\section*{Premises}

I want the coefficient $B$ in $R_{\rm sp}=B\,np$ for an indirect gap, obtained from the absorption edge. Energies are in eV, lengths in cm, and $kT\equiv k_BT$. $E$ is the photon energy, $E_p$ the phonon energy and $N=1/(e^{E_p/kT}-1)$ the phonon occupation. I assume:

\begin{enumerate}
\item Electrons and holes are thermal within their bands at the lattice temperature, with quasi-Fermi levels split by $\Delta\mu$, and non-degenerate. The phonons are in equilibrium.
\item The medium is optically isotropic and weakly absorbing, so photon modes with a real index $n_r(E)$ exist.
\item One phonon branch assists, with $E_p$ constant over the small range of wave vectors joining thermal holes to thermal electrons.
\item The second-order amplitude is constant over the thermally occupied states.
\item Electron and hole are uncorrelated. I lift this premise later, because it is the weakest.
\end{enumerate}

\section*{Step 1: emission from absorption}

With $k=n_rE/\hbar c$ and two polarisations the mode density is $D=k^2(dk/dE)/\pi^2$, and the group velocity is $v_g=1/(\hbar\,dk/dE)$. A photon is lost at the rate $\alpha v_g$, so only the product matters, and in it the group index cancels:
\begin{equation}
\Phi(E)=D\,v_g=\frac{n_r^2E^2}{\pi^2\hbar^3c^2}.
\label{flux}
\end{equation}
Take one valence state $E_v$, one conduction state $E_c$ and a phonon that is absorbed along with the photon, $E=E_c-E_v-E_p$. Per photon in the mode the upward rate is $W N f_v(1-f_c)$. The reverse process emits both quanta, has the same $W$, and its spontaneous rate equals its stimulated rate per photon, $W(N+1)f_c(1-f_v)$. Since $(N+1)/N=e^{E_p/kT}$ and $f/(1-f)=e^{-(\epsilon-\mu)/kT}$ for a level $\epsilon$,
\begin{equation}
\frac{(N+1)f_c(1-f_v)}{N f_v(1-f_c)}
=e^{E_p/kT}e^{-(E_c-E_v-\Delta\mu)/kT}=e^{-(E-\Delta\mu)/kT}.
\end{equation}
For the other channel, $E=E_c-E_v+E_p$, the phonon ratio is $N/(N+1)$ and the result is the same. The ratio depends on $E$ alone, so it survives the sum over all pairs of states. If $\alpha_\uparrow$ counts upward transitions only, the net absorption is $\alpha=\alpha_\uparrow[1-e^{-(E-\Delta\mu)/kT}]$ and the spontaneous rate per volume and energy is
\begin{equation}
r(E)=\Phi\,\alpha_\uparrow\,e^{-(E-\Delta\mu)/kT}=\frac{\Phi\,\alpha}{e^{(E-\Delta\mu)/kT}-1}.
\end{equation}
At $\Delta\mu=0$ this is the relation of van Roosbroeck and Shockley (1954). Without degeneracy $f_v(1-f_c)\to1$, so $\alpha_\uparrow$ is the absorption $\alpha_0$ of the unexcited crystal, and $np=n_i^2e^{\Delta\mu/kT}$ with $n_i^2=N_cN_ve^{-E_g/kT}$. The factor $e^{\Delta\mu/kT}$ drops out:
\begin{equation}
B=\frac{1}{N_cN_v}\int\Phi(E)\,\alpha_0(E)\,e^{-(E-E_g)/kT}\,dE .
\label{B0}
\end{equation}

\section*{Step 2: the indirect edge}

The golden rule in second order joins $|v\mathbf k\rangle$ to $|c\mathbf k'\rangle$ through intermediate bands $i$. With the photon acting first the denominator is $E-[E_i(\mathbf k)-E_v(\mathbf k)]$. With the phonon first it is $E_v(\mathbf k)\pm E_p-E_i(\mathbf k')$, which energy conservation turns into $[E_c(\mathbf k')-E_i(\mathbf k')]-E$. The intraband terms carry the band velocity, which vanishes at the extrema. The squared phonon matrix element is proportional to $N$ for absorption and $N+1$ for emission. The phonon supplies any $\mathbf k'-\mathbf k$, so the sums over $\mathbf k$ and $\mathbf k'$ are independent, and by premise 4 they reduce to a convolution of the densities of states per volume (spin and valleys included):
\begin{equation}
\alpha_0=K\left[N J(E-E_g+E_p)+(N+1)J(E-E_g-E_p)\right],\qquad
J(x)=\int_0^x g_c(\epsilon)\,g_v(x-\epsilon)\,d\epsilon ,
\label{edge}
\end{equation}
with $J=0$ for $x<0$. The constant $K$ (eV\,cm$^5$) holds the squared amplitude, the spin selection and the factor $1/(n_rE)$ that converts a rate computed with momentum matrix elements into an absorption coefficient. For parabolic bands $g_j=a_j\sqrt\epsilon$, and $\epsilon=xs$ gives $\int_0^1\sqrt{s(1-s)}\,ds=\pi/8$:
\begin{equation}
KJ(x)=Ax^2,\qquad A=\frac{\pi}{8}Ka_ca_v .
\label{A}
\end{equation}
I can size the energy dependence of $K$ for Si. For the route through the direct gap $E_0=3.35$ eV (measured, compiled value, Tiago 2004), with $E_g=1.12$ eV at 300 K (measured, compiled value, Wing 2021), $K\propto E^{-1}(E_0-E)^{-2}$. At $E=E_g$ the denominator is 2.23 eV and the logarithmic slopes are $+0.90$ and $-0.89$ eV$^{-1}$. Each alone changes $K$ by 5\% over a phonon energy of 58 meV, and they have opposite signs. I keep $K$ constant.

\section*{Step 3: the two emission bands}

In the first term of \eqref{edge} set $E=E_g-E_p+x$. The Boltzmann factor of \eqref{B0} becomes $e^{E_p/kT}e^{-x/kT}$, and $Ne^{E_p/kT}=N+1$. In the second set $E=E_g+E_p+x$, and $(N+1)e^{-E_p/kT}=N$. The weights change places:
\begin{equation}
\alpha_0\,e^{-(E-E_g)/kT}=A\left[(N+1)\,x_-^2e^{-x_-/kT}+N\,x_+^2e^{-x_+/kT}\right],\qquad x_\mp=E-(E_g\mp E_p).
\end{equation}
This is what time reversal requires. Absorbing a phonon on the way up corresponds to emitting one on the way down, so the band starting at $E_g-E_p$ is the phonon-emission band with weight $N+1$, and it survives at $T=0$ although the matching absorption freezes out. Apart from the slow factor $E^2$, each band peaks $2kT$ above its threshold and has its mean $3kT$ above it.

I take $n_r$ constant over the bands and keep $E^2$. With $\int_0^\infty x^me^{-x/kT}dx=m!\,(kT)^{m+1}$ and a threshold $E_t$,
\begin{equation}
\int_0^\infty(E_t+x)^2x^2e^{-x/kT}dx=2(kT)^3\left[E_t^2+6E_tkT+12(kT)^2\right]=2(kT)^3Q(E_t),
\end{equation}
where $Q(E_t)=(E_t+3kT)^2+3(kT)^2$. Writing $\bar E=E_g+3kT$ and expanding the squares, the weighted sum is
\begin{equation}
\Xi=(N+1)Q(E_g-E_p)+NQ(E_g+E_p)=(2N+1)\left[\bar E^2+E_p^2+3(kT)^2\right]-2\bar EE_p .
\label{Xi}
\end{equation}

\section*{Step 4: the cancellation}

From the same densities of states, $N_j=\int g_je^{-\epsilon/kT}d\epsilon=a_j\Gamma(3/2)(kT)^{3/2}$, so $N_cN_v=(\pi/4)a_ca_v(kT)^3$. Together with \eqref{A} this gives $2(kT)^3A/N_cN_v=K$, and
\begin{equation}
B=\frac{n_r^2}{\pi^2\hbar^3c^2}\,\frac{2(kT)^3A}{N_cN_v}\,\Xi=\frac{n_r^2K}{\pi^2\hbar^3c^2}\,\Xi
\;\approx\;\frac{n_r^2KE_g^2}{\pi^2\hbar^3c^2}\,(2N+1),
\label{B}
\end{equation}
the last form for $E_p,\,kT\ll E_g$, with $2N+1=\coth(E_p/2kT)$. The factor $e^{-E_g/kT}$ has cancelled whatever $E_g(T)$ is, and the masses have gone with the $T^3$. The cancellation does not need parabolic bands: the Laplace transform of a convolution is the product of the transforms, so $\int J(x)e^{-x/kT}dx=N_cN_v$ for any $g_c$ and $g_v$. It needs a constant $K$, and the band shape then enters only through the small thermal terms of $\Xi$. The reason is plain: any electron can recombine with any hole at the same rate, so the thermal distributions are irrelevant. Several branches add, each with its own $K$ and $E_p$.

For a direct allowed gap $\alpha_0=A_d\sqrt{x}$ with $x=E-E_g$ and $A_d\propto\mu^{3/2}$, $\mu$ the reduced mass. Equation \eqref{B0} gives, to leading order in $kT/E_g$,
\begin{equation}
B_d=\frac{n_r^2E_g^2A_d}{\pi^2\hbar^3c^2}\,\frac{\Gamma(3/2)(kT)^{3/2}}{N_cN_v}\;\propto\;\left[(m_e+m_h)\,kT\right]^{-3/2},
\end{equation}
since $\mu/(m_em_h)=1/(m_e+m_h)$. Here an electron needs a hole at its own wave vector, and the chance of that falls as the thermal volume in $k$ space grows.

\section*{Step 5: the size of the Coulomb term}

A constant amplitude in $\mathbf k$ and $\mathbf k'$ is a contact operator in real space, so a pair state recombines in proportion to $|\varphi(0)|^2$ of its relative motion, at any centre-of-mass momentum (Elliott 1957). I use the isotropic hydrogenic model with binding energy $R_x=\hbar^2/2\mu a^2$. Free relative motion at energy $u$ has the weight per volume $\sqrt u/(4\pi^2a^3R_x^{3/2})$. Attraction multiplies it by the Sommerfeld factor $S=2\pi\eta/(1-e^{-2\pi\eta})$, $\eta=\sqrt{R_x/u}$, and adds $s$ states at $-R_x/m^2$ with $|\varphi_m(0)|^2=1/\pi a^3m^3$, which is $4\pi R_x^{3/2}/m^3$ in units of the same prefactor. Convolving with the centre-of-mass density of states, $\propto\sqrt{x-u}$, multiplies $Ax^2$ by
\begin{equation}
G(x)=\frac{8}{\pi x^2}\left[\int_0^x S\sqrt{u}\,\sqrt{x-u}\,du+\sum_m\frac{4\pi R_x^{3/2}}{m^3}\sqrt{x+R_x/m^2}\right],
\label{G}
\end{equation}
where each bound term of $x^2G$ continues down to $x=-R_x/m^2$. In the Laplace transform the centre-of-mass factor is common to the free and the correlated pair. Dividing by the free relative factor $\Gamma(3/2)(kT)^{3/2}$, with $b=R_x/kT$, $y=u/kT$ and $E^2$ held fixed, $B$ is multiplied by
\begin{equation}
g=8\sqrt\pi\,b^{3/2}\sum_m\frac{e^{b/m^2}}{m^3}+4\sqrt{\pi b}\int_0^\infty\frac{e^{-y}\,dy}{1-e^{-2\pi\sqrt{b/y}}} .
\label{g}
\end{equation}
Here $n$ and $p$ count free carriers, in equilibrium with the excitons. For a typical Si value $R_x\approx15$ meV, $b=0.580$ at 300 K and $g=12.6+5.5\approx18$. At 77 K, $g=4.9\times10^2$, larger by a factor 27. This is no correction to $2N+1$. It overrides it.

\section*{Range of validity}

Equation \eqref{B0} holds for $n\ll N_c$, $p\ll N_v$ and thermalised carriers, provided that $\alpha_0$ contains only pair-creating absorption and no free-carrier part. It gives the internal rate. Reabsorption lowers the coefficient seen from outside a thick sample.

Equation \eqref{B} needs in addition a constant $K$, one-phonon processes, sharp thresholds and uncorrelated pairs, which means $g\to1$. That requires $kT\gg R_x$ by a wide margin, since $S-1\approx\pi\eta$ decays slowly, or strong screening. With the static dielectric constant $\varepsilon=11.7$ (measured, compiled value, Ioffe Institute), $a=e^2/(8\pi\varepsilon_0\varepsilon R_x)=4.1$ nm, while the Debye length at $n+p=10^{17}$ cm$^{-3}$ and 300 K is 13 nm. The unscreened \eqref{g} therefore applies well below that density, and \eqref{B} is approached only as degeneracy nears. In between, $B$ falls with carrier density. Anisotropic valleys and degenerate valence bands make \eqref{g} a rough guide for Si. The split-off band lies 0.044 eV down (measured, compiled value, Ioffe Institute NSM archive), only $1.7\,kT$ at 300 K, so neither $x^2$ nor $N_v\propto T^{3/2}$ is exact, and an $A$ read from the edge is only approximately consistent with a tabulated $N_cN_v$.

\section*{Illustration: Si at 300 K}

Inputs: $kT=25.85$ meV; $E_g=1.12$ eV; $n_r^2=11.85$, the high-frequency dielectric constant (measured, compiled value, Skelton 2020), which omits the rise of the index towards the gap; and the typical values $N_c\approx2.9\times10^{19}$ cm$^{-3}$, $N_v\approx3.1\times10^{19}$ cm$^{-3}$, $E_p\approx58$ meV for the TO phonon at the valley wave vector, and $\alpha_0\approx64$ cm$^{-1}$ at 1.24 eV. Then $N=0.119$ and $2N+1=1.24$. The zone-centre optical phonon, 517 cm$^{-1}$ (measured, compiled value, Ioffe Institute) or 64.1 meV, has the wrong wave vector and would give 1.18. A TA branch with typical $E_p\approx18$ meV has $2N+1=3.0$; at a typical 3\% of the TO value of $K$ it weighs 7\% of the TO term, and I lump it into $A$.

I fix $A$ at 1.24 eV, where $x_-=0.178$ eV and $x_+=0.062$ eV:
\begin{equation}
A=\frac{\alpha_0}{Nx_-^2+(N+1)x_+^2}=\frac{64\ {\rm cm^{-1}}}{(3.76+4.30)\times10^{-3}\ {\rm eV^2}}=7.94\times10^3\ {\rm cm^{-1}eV^{-2}} .
\end{equation}
A shift of 5 meV in $E_g$, the rounding of the compiled gap, moves $A$ by 11\%, so third figures below only carry the arithmetic. With $2(kT)^3=3.46\times10^{-5}$ eV$^3$ and $N_cN_v=8.99\times10^{38}$ cm$^{-6}$, $K=3.05\times10^{-40}$ eV\,cm$^5$. With $\bar E=1.198$ eV, $\Xi=1.64$ eV$^2$, which is 6\% above $(2N+1)E_g^2=1.55$ eV$^2$. The thresholds are 1.062 and 1.178 eV, the main band peaks near 1.11 eV, and the phonon-absorption band carries 11\% of the rate. Using $1/\pi^2\hbar^3c^2=3.95\times10^{23}$ eV$^{-3}$cm$^{-2}$s$^{-1}$,
\begin{equation}
B=11.85\times3.95\times10^{23}\times3.05\times10^{-40}\times1.64=2.3\times10^{-15}\ {\rm cm^3\,s^{-1}} .
\end{equation}
This is the model's number.

At fixed $K$ and $n_r$ the model's temperature dependence is weak. $2N+1$ is 1.00, 1.24 and 1.46 at 77, 300 and 400 K. The other terms of \eqref{Xi} are not negligible beside it: at a frozen gap $\Xi(77\,{\rm K})=1.17$ eV$^2$ and the rise to 300 K is a factor 1.40. With a typical $E_g(77\,{\rm K})\approx1.17$ eV, $\Xi(77\,{\rm K})=1.28$ eV$^2$ and the factor is 1.28, because the shrinking gap offsets most of the growth of $3kT$. A direct gap would show a fall by 7.7 over the same range.

As typical knowledge, lightly injected Si has $B$ near $5\times10^{-15}$ cm$^3$s$^{-1}$ at 300 K, rising more than tenfold on cooling to 77 K, so the free-pair model is low by a factor of about 2 and its trend has the wrong sign.

Step 5 shows the origin of both. I cannot multiply by $g=18$, because an $A$ fixed on a realistic $\alpha_0$ already contains the enhancement at 1.24 eV. From \eqref{G}, $G(0.178\ {\rm eV})=4.3$ and $G(0.062\ {\rm eV})=10.3$, and their mean with the weights 3.76 and 4.30 is 7.5. The bare $K$ is smaller by 7.5 and the thermal enhancement is 18, a net factor 2.4. The mean photon energy also drops, at most from $3kT$ above threshold to the exciton value $\tfrac32kT-R_x$, that is by 54 meV out of 1.14 eV, which lowers $E^2$ by at most 9\%. The hydrogenic model's $B$ at 300 K thus lies between 5 and $6\times10^{-15}$ cm$^3$s$^{-1}$, and apart from that shift it is larger at 77 K by $27/1.28\approx21$. Given the isotropic exciton and the sensitivity of $A$ to $E_g$, I read these figures as the size and sign of the Coulomb effect, good to one figure at best.